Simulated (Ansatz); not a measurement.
Loss of H2: C2H5FSn → C2H3FSn + H2

Species: C2H5FSn `C=[CH][SnH2][F]`, singlet; C2H3FSn `C#[C][SnH2][F]`, singlet; H2 (hydrogen), singlet. 

Shapes, held fixed at every level: PBE0-D4/def2-TZVP. Flexible molecules stand in one conformer, not always the lowest. Programs: Ansatz 0.2.0. The zero-point and thermal change to 298 K, harmonic and unscaled (PBE0-D4/def2-TZVP), is -26.7 kJ/mol.

(1) Estimate ΔH(298 K) of this reaction.

## Answers

(1) The highest level, CCSD(T)/def2-TZVPP, gives ΔH(298 K) = +147.5 kJ/mol; the levels span +146.3 to +200.2. The column of differences is taken from that level and isn't an error. No measured value is set beside it here. For atoms past krypton def2 sets carry core potentials with scalar relativity. Correlated rows may include outer-core shells of Sn, which these sets cover unevenly.

| level | kind | ΔH(298 K) (kJ/mol) | less CCSD(T)/def2-TZVPP |
| --- | --- | --- | --- |
| HF/def2-SVP | Hartree–Fock | +163.4 | +15.9 |
| SPW92/def2-TZVPP | LDA | +200.2 | +52.7 |
| PBE-D4/def2-TZVPP | GGA | +168.4 | +20.9 |
| B3LYP-D4/def2-TZVPP | global hybrid | +157.5 | +10.0 |
| BHLYP-D4/def2-TZVPP | global hybrid | +167.5 | +20.0 |
| PBE0-D4/def2-TZVPP | global hybrid | +177.7 | +30.2 |
| B2PLYP/def2-TZVPP | double hybrid | +146.3 | -1.2 |
| CCSD(T)/def2-TZVPP | coupled cluster or CI | +147.5 | 0.0 |

Loss of H2 from the vinyl group is strongly endothermic at every level. Two C–H bonds are given up for one H–H bond and a second C–C π bond, which doesn't repay the cost. Tin keeps its oxidation state and its bonds to fluorine and hydrogen, so the enthalpy is mainly that of turning an alkene into an alkyne. The Sn–C bond probably offsets a little of it, since the more electronegative sp carbon binds better to electropositive tin. The negative thermal term fits the loss of C–H vibrations and their zero-point energy.

The values don't follow the share of exact exchange alone: PBE0 lies above PBE, and BHLYP above B3LYP, yet PBE0 exceeds BHLYP. The parent functional matters as well, perhaps through its description of the H–H bond. B2PLYP comes closest to the coupled-cluster value, but one reaction can't show that this closeness is general. Release of a gas molecule favours the products entropically on heating, though the enthalpy says nothing about the barrier or about competing H2 loss at tin.
